The density of states counts electron levels per eV in a cell of two Ti and four Co atoms. Levels below the zero of energy, the Fermi level, are filled. A column named after an atom and a shell gives the part of the density that sits in those orbitals, and "up" and "down" are the two directions of spin.

Density of states of TiCo2 (C15 Laves phase, 6 atoms per cell, cubic a = 6.657 Å), computed with Ansatz 0.2.0: PBEsol, scalar-relativistic plane-wave PAW, collinear spin, 420 eV cutoff, 10×10×10 k mesh, 0.1 eV Gaussian smearing. The densities use tetrahedra on a 15×15×15 k mesh and 0.2 eV bins; energies count from the Fermi level, and Löwdin projections are summed over sites.

| energy (eV) | density of states total (states/eV/cell) | DOS Co 3d up (states/eV/cell) | DOS Co 3d down (states/eV/cell) | DOS Ti 3d down (states/eV/cell) | DOS Ti 3d up (states/eV/cell) | DOS Co 4s up (states/eV/cell) |
| --- | --- | --- | --- | --- | --- | --- |
| -7.95 | 0.21 | 0 | 0 | 0 | 0 | 0.0600 |
| -7.55 | 0.37 | 0 | 0 | 0 | 0 | 0.1000 |
| -7.15 | 0.5 | 0.01 | 0.01 | 0 | 0 | 0.1500 |
| -6.75 | 0.65 | 0.02 | 0.01 | 0 | 0 | 0.2000 |
| -6.35 | 0.87 | 0.04 | 0.03 | 0.01 | 0.01 | 0.2800 |
| -5.95 | 1.12 | 0.07 | 0.06 | 0.03 | 0.03 | 0.3800 |
| -5.55 | 0.93 | 0.06 | 0.06 | 0.04 | 0.04 | 0.3100 |
| -5.15 | 0.44 | 0.02 | 0.03 | 0.03 | 0.02 | 0.1000 |
| -4.75 | 3.27 | 0.56 | 0.25 | 0.21 | 0.23 | 0.6600 |
| -4.35 | 1.88 | 0.36 | 0.65 | 0.16 | 0.1 | 0.1300 |
| -3.95 | 7.18 | 2.67 | 1.76 | 0.5 | 0.52 | 0.3600 |
| -3.55 | 7.3 | 2.74 | 2.52 | 0.54 | 0.41 | 0.3300 |
| -3.15 | 4.7 | 1.51 | 2.22 | 0.3 | 0.19 | 0.1100 |
| -2.75 | 15.42 | 8 | 5.38 | 0.51 | 0.57 | 0.3000 |
| -2.35 | 12.64 | 5.3 | 4.99 | 0.66 | 0.67 | 0.2700 |
| -1.95 | 13.32 | 4.82 | 4.53 | 1.38 | 1.26 | 0.2800 |
| -1.55 | 7.51 | 2.24 | 2.52 | 1.09 | 0.77 | 0.1400 |
| -1.15 | 5.37 | 2.52 | 1.62 | 0.41 | 0.39 | 0.0800 |
| -0.75 | 12.06 | 4.99 | 5.47 | 0.75 | 0.49 | 0.0600 |
| -0.35 | 7.96 | 2.07 | 4.43 | 0.76 | 0.39 | 0.0300 |
| 0.05 | 9.35 | 3.1 | 2.98 | 1.03 | 1.3 | 0.0800 |
| 0.45 | 7.9 | 1.24 | 1.67 | 1.94 | 2.2 | 0.0500 |
| 0.85 | 7.85 | 1.65 | 2.11 | 1.94 | 1.88 | 0.0600 |
| 1.25 | 9.17 | 1.69 | 2.31 | 2.5 | 2.1 | 0.1600 |
| 1.65 | 3.24 | 0.42 | 0.63 | 0.96 | 0.79 | 0.1100 |
| 2.05 | 4.99 | 0.36 | 0.45 | 1.93 | 1.64 | 0.1200 |
| 2.45 | 11.62 | 0.56 | 0.67 | 4.86 | 4.83 | 0.1300 |
| 2.85 | 3.36 | 0.2 | 0.23 | 0.85 | 0.92 | 0.2400 |
| 3.25 | 2.77 | 0.13 | 0.15 | 0.76 | 0.76 | 0.2500 |
| 3.65 | 2.04 | 0.08 | 0.09 | 0.45 | 0.49 | 0.1900 |
| 4.05 | 1.28 | 0.04 | 0.04 | 0.21 | 0.23 | 0.0800 |
| 4.45 | 2.49 | 0.09 | 0.1 | 0.32 | 0.35 | 0.1400 |
| 4.85 | 1.46 | 0.04 | 0.05 | 0.17 | 0.17 | 0.0700 |
| 5.25 | 0.87 | 0.02 | 0.03 | 0.09 | 0.09 | 0.0400 |
| 5.65 | 1.07 | 0.02 | 0.02 | 0.11 | 0.11 | 0.0600 |

### 1. What kind of states form the bottom of the band?

The simplest limit is a gas of free electrons in a box of the cell's volume, whose density of states grows as the square root of the height above the band bottom. With the ordinary electron mass, and the bottom set to −8.12 eV from the first three rows, this formula reproduces those rows within 3 %. These are s-like states that spread through the crystal, with energies spaced almost like those of free electrons.

At −5.95 eV the calculation gives half as much again as the formula. The four 3d columns together supply 0.19 of the 1.12 states/eV there. Theory expects mixing with 3d states, together with scattering by the lattice, to flatten the band and crowd its levels.

### 2. Which atom supplies the 3d states, and where?

Co dominates the filled 3d states and Ti the higher empty ones: the strongest rows are −2.75 eV for Co and 2.45 eV for Ti. The Co nucleus has five more protons, and the added 3d electrons screen them incompletely, so a Co 3d electron is bound more tightly.

The mean energies of the two 3d densities are −1.45 eV for Co and 0.75 eV for Ti. Mixing spreads an orbital over many levels but leaves its mean energy unchanged. The two means therefore estimate where the orbitals would lie in this crystal before they mix.

### 3. How strongly do Co and Ti mix?

Two limits frame the answer. If Co lay far below Ti and the bands were narrow, the filled 3d states would contain no Ti. If the two atoms were alike, Ti would hold one third of them, its share of the atoms. The computed share is 16 %, about halfway.

The mixing works in both directions, since Co supplies 11 % of the 3d density at the Ti peak. Ti is not stripped of its 3d electrons: the projection gives it 2.9, against two in the free atom. Some of its filled weight may also come from Ti–Ti bonding, which widens the Ti band.

### 4. Does the Fermi level lie in a gap, and what would one more electron do?

Weakly coupled, narrow 3d bands would leave a gap between the 3d states of Co and those of Ti, crossed only by the broad s-like band. Here the bands are broad and overlap, and the density at the Fermi level is 8.40 states/eV per cell. Among the rows listed, the nearest marked dip above it is at 1.65 eV, where 3.24 remain.

Replacing one of the four Co atoms by Ni adds one electron. If nothing else changed, the Fermi level would rise by 1/8.40 ≈ 0.12 eV, far short of the dip. The deeper 3d level of Ni would alter the bands as well, so this is only the limit of rigid bands.

### 5. How far apart are the two spins on Co?

A single row can mislead. At −0.75 eV Co has more down than up density, although its moment points up. When a peak shifts slightly in energy, its flank can make either spin the larger at a fixed energy.

The mean energies are safer: Co down lies about 0.3 eV above Co up. Taking alternate rows separately gives 0.20 and 0.36 eV, so the sign is firm and the size is good to about 0.1 eV. A second estimate agrees: the Co 3d moment of 0.97 μB per cell, divided by about 3 states/eV per spin near the Fermi level, also gives 0.3 eV.

### 6. Why does the Ti moment point against Co?

The Co down level lies higher and is therefore closer to the Ti level. Levels that are closer mix more, so the filled down states take up more Ti than the filled up states. If Co had no spin splitting, this route would give Ti no moment.

A model with one Co and one Ti level gives the Ti share of the lower, filled state as

s = ½ [1 − Δ/√(Δ² + W²)],

where Δ is the separation of the levels and W is twice their coupling. The estimate runs as follows:

- The mean energies give Δ = 0.75 + 1.45 = 2.20 eV. The Ti share s = 0.156 then requires W = 2.32 eV.
- Half the Co splitting is 0.14 eV. For up, Δ = 2.20 + 0.14 = 2.34 eV and s = 0.145.
- For down, Δ = 2.20 − 0.14 = 2.06 eV and s = 0.168.
- About 19 filled 3d electrons of each spin, shared with two Ti atoms, give (0.168 − 0.145) × 19/2 ≈ 0.22 μB per Ti, directed against Co.

The calculation itself gives 0.10 μB in the Ti 3d shell. The direction is right and the size is twice too large. The Ti share was used to set W, but the Ti moment was not.

The model fills the lower level equally for both spins, so its Co and Ti moments would cancel. In the real band structure the Fermi level cuts through the Co band, and more up than down states are filled. These extra up states also contain some Ti, which reduces its opposing moment. Exchange on Ti itself would act the other way and strengthen the opposing moment, but the shift of its mean energy, 0.09 eV, is too small to be resolved here.

### 7. Which digits can be trusted?

Each row averages over 0.2 eV, while the rows stand 0.4 eV apart. Broad features survive this: summed over the rows, the Co 3d density gives 38.3 of the 40 states it should hold. The moment does not, because it is a small difference between two large numbers. The same summation gives 0.60 μB per cell for Co 3d instead of 0.97, as the printed output shows.

As a reading of this calculation, the energies of broad bands are thus good to a few tenths of an eV, and a peak height belongs to its own bin only. The error against experiment is a separate matter, which the table cannot show. The size of the moments calls for more caution. The cell is stretched relative to its PBEsol equilibrium, which usually favours magnetism, and functionals of this kind often overestimate weak moments in metals. The PAW datasets were made for PBE, not PBEsol, and the smearing of 0.1 eV may also affect so small a moment. The data given here do not settle whether another magnetic order, or none, would have lower energy.

The analysis program printed:

```
band bottom implied by free electrons from each of the first three rows, eV: -8.125, -8.092, -8.14
total density above the free-electron value in the first six rows, percent: 1.665, -2.383, 1.084, 10.56, 30.18, 51.34
Co 4s part of the total at -7.95 eV if down equals up, percent: 57.14
Ti share of the 3d density at -2.75 eV, percent: 7.469
Ti share of the 3d density at -1.95 eV, percent: 22.02
Ti share of the 3d density at 0.45 eV, percent: 58.72
Ti share of the 3d density at 2.45 eV, percent: 88.74
Ti share of all occupied 3d electrons by Loewdin count, percent: 15.64
Co 3d centre over both spins, eV: -1.453
Ti 3d centre over both spins, eV: 0.7524
Co 3d centre, down minus up, all rows, eV: 0.2824
Co 3d centre, down minus up, first half of alternate rows, eV: 0.202
Co 3d centre, down minus up, other half of alternate rows, eV: 0.3574
Ti 3d centre, down minus up, all rows, eV: -0.08877
Co splitting from the rigid-shift estimate, eV: 0.3189
Ti 3d moment from the two-level model, muB per Ti: -0.2183
Ti 3d moment by Loewdin count, muB per Ti: -0.1048
Co 3d states in the window from row sums, to compare with 40 per cell: 38.28
Co 3d moment from row sums up to the Fermi level, muB per cell: 0.602
Co 3d moment by Loewdin count, muB per cell: 0.9696
bin at 0.05 eV above the density at the Fermi level itself, percent: 11.29
rigid-band rise of the Fermi level for one more electron per cell, eV: 0.119
total density at 1.65 eV relative to the bin at 0.05 eV, percent: 34.65
```
